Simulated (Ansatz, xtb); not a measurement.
NiP2H8 (cis-NiH2(PH3)2): methods side by side

The species is NiP2H8 (11 atoms), meant as a singlet with charge 0. SMILES: `[H][Ni]([H])(<-[PH3])<-[PH3]`. The shape comes from GFN2-xTB, which is rough for such elements, and wasn't checked as a minimum.

Each level gives the dipole moment (D). The values are calculated.

| level | kind | program | value (D) | CPU time |
| --- | --- | --- | --- | --- |
| GFN2-xTB | semi-empirical | xtb | 4.88 | under 2 s |
| GFN0-xTB | semi-empirical | xtb | 6.65 | under 2 s |
| GFN1-xTB | semi-empirical | xtb | 4.69 | under 2 s |
| HF/STO-3G | Hartree–Fock | Ansatz | 7.87 | 6.2 s |
| HF/3-21G | Hartree–Fock | Ansatz | 7.14 | 6.1 s |
| HF/def2-SVP | Hartree–Fock | Ansatz | 6.07 | 12 s |
| B3LYP/6-31G* (spherical functions) | global hybrid | Ansatz | 3.94 | 20 s |
| B3LYP/6-31G* (Cartesian functions) | global hybrid | Ansatz | 3.95 | 17 s |
| PBE0/def2-SVP | global hybrid | Ansatz | 4.09 | 21 s |
| PBE0/6-31G** (spherical functions) | global hybrid | Ansatz | 4.08 | 23 s |

The values span 3.94 to 7.87 D. Magnitudes only. Sets without polarisation functions give poor dipoles. Times are those of the runs behind each value, whatever else they computed, on shared processors of several kinds: orders of magnitude only.

All levels give the cis dihydride a substantial dipole, as expected when two hydrides sit on one side of nickel and two phosphines on the other. The hydrides carry electron density while the phosphines donate theirs to the metal, so the bond contributions add up, whereas in a trans arrangement they would largely cancel.

The size of the dipole depends mainly on how the electrons are treated. With def2-SVP, Hartree–Fock gives 6.07 D and PBE0 4.09 D, a gap that the basis set cannot explain, and which probably reflects Ni–H and Ni–P bonds that are too polar when correlation is missing. The four hybrid values lie close together, and the choice of spherical or Cartesian functions hardly matters. GFN1-xTB and GFN2-xTB come nearer to them than any Hartree–Fock level, while GFN0-xTB falls within the Hartree–Fock range.

The agreement between B3LYP and PBE0 shows consistency rather than accuracy, since the two functionals contain similar shares of exact exchange and could err together.
